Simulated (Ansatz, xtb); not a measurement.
## C5H5NOSi: which of two isomers lies lower

Structure I is `N#CC1=C[Si@@H](O)C=C1`, a singlet and structure II is `N#CC1=CC=C[Si@@H]1O`, a singlet. Both are isolated molecules in the gas phase, relaxed with PBE0-D3(BJ)/def2-SVP; the shapes shown needn't be the lowest conformers.

I (Å):

```csv
atom,x (Å),y (Å),z (Å)
C,-1.4775,-2.6275,-0.7653
C,-1.1546,-1.3564,-0.1897
C,-0.7026,-1.1996,1.0771
C,-0.9868,1.0422,-0.4120
C,-1.3133,-0.1166,-1.0111
N,-1.7413,-3.6492,-1.2467
O,1.0209,1.1508,1.8463
Si,-0.4851,0.6529,1.3541
H,-0.5606,-2.0499,1.7462
H,-1.4228,1.1862,2.3759
H,1.7650,0.9107,1.2858
H,-1.0769,2.0008,-0.9268
H,-1.6849,-0.2064,-2.0369
```

II (Å):

```yaml
atoms:
  - { symbol: C, position_ang: [-3.0021, 0.0254, -0.5090] }
  - { symbol: C, position_ang: [-1.7618, -0.2265, 0.1204] }
  - { symbol: C, position_ang: [-1.5801, -0.3497, 1.4595] }
  - { symbol: C, position_ang: [-0.2024, -0.6140, 1.9199] }
  - { symbol: C, position_ang: [0.7572, -0.7110, 0.9765] }
  - { symbol: N, position_ang: [-3.9922, 0.2349, -1.0811] }
  - { symbol: O, position_ang: [0.5589, 0.7196, -1.5709] }
  - { symbol: Si, position_ang: [-0.0722, -0.5307, -0.6855] }
  - { symbol: H, position_ang: [-2.3974, -0.2642, 2.1827] }
  - { symbol: H, position_ang: [-0.0105, -0.7175, 2.9929] }
  - { symbol: H, position_ang: [1.8026, -0.9038, 1.2241] }
  - { symbol: H, position_ang: [-0.1148, -1.7888, -1.4888] }
  - { symbol: H, position_ang: [0.2299, 0.8470, -2.4657] }
```

Quicker runs give these differences E(II) − E(I): GFN2-xTB −0.135 eV; HF/STO-3G −0.005 eV (at GFN2-xTB geometries); r2SCAN-D4/def2-SVP −0.104 eV (at GFN2-xTB geometries).

Task: Estimate E(II) − E(I) at the level CCSD(T)/def2-SVP + ΔMP2/def2-TZVPP.

Result: Calculated at CCSD(T)/def2-SVP + ΔMP2/def2-TZVPP: E(II) − E(I) = −0.071 eV, so structure II lies lower.

Level by level:

| level | geometry | E(II) − E(I) (eV) | departure from the last row (eV) | job, with rough time for the two |
| --- | --- | --- | --- | --- |
| GFN2-xTB | GFN2-xTB | −0.135 | −0.064 | optimisation, 0.21 s |
| HF/STO-3G | GFN2-xTB | −0.005 | +0.067 | single point, 0.5 s |
| r2SCAN-D4/def2-SVP | GFN2-xTB | −0.104 | −0.033 | single point, 4 s |
| PBE0-D3(BJ)/def2-SVP | PBE0-D3(BJ)/def2-SVP | −0.130 | −0.059 | optimisation, 95 s |
| HF/def2-SVP | PBE0-D3(BJ)/def2-SVP | −0.098 | −0.027 | part of the CCSD(T) run |
| MP2/def2-SVP | PBE0-D3(BJ)/def2-SVP | −0.075 | −0.003 | part of the CCSD(T) run |
| CCSD(T)/def2-SVP | PBE0-D3(BJ)/def2-SVP | −0.069 | +0.003 | single point |
| CCSD(T)/def2-SVP + ΔMP2/def2-TZVPP | PBE0-D3(BJ)/def2-SVP | −0.071 |  | single point, 62 s |

As drawn, both hold the same kinds of bond in the same numbers.

HF/STO-3G finds them nearly level. The largest departure from CCSD(T)/def2-SVP + ΔMP2/def2-TZVPP is that of HF/STO-3G, 0.067 eV. The last row adds to CCSD(T) the change of the MP2 difference between the two basis sets, here −0.003 eV.

With thermal terms from frequencies at re-optimised GFN2-xTB minima (ideal gas, soft modes damped towards free rotors, one conformer each, 298.15 K, 1 atm): on the last row, ΔE + ΔZPE = −0.069, ΔH = −0.068, ΔG = −0.071 eV.

The correlated steps freeze 12 core orbitals. Programs: Ansatz 0.2.0, xtb 6.7.1; the last row on 2 threads of Intel(R) Xeon(R) 6975P-C (Granite Rapids) on a shared host.

The isomers differ in where the nitrile sits on the silole ring: next to silicon in II, one carbon further away in I. The preference for II is modest but has the same sign at every level, and thermal terms hardly alter it. It probably comes from two effects acting together. At the carbon next to silicon, the nitrile extends the diene's conjugation from its end, whereas in I it is attached to an inner carbon and is partly cross-conjugated. Silicon is also more electropositive than carbon and leaves its ring neighbours electron-rich, which suits a π-accepting substituent. An internal hydrogen bond isn't the reason, since the hydroxyl hydrogen in II lies far from the nitrile nitrogen.

Hartree–Fock in the larger basis already favours II, and correlation trims the gap rather than creating it. The near-tie in the minimal basis probably reflects its limited freedom to describe polarisation around silicon and the nitrile. The energy difference alone can't apportion the preference between conjugation and polarisation.
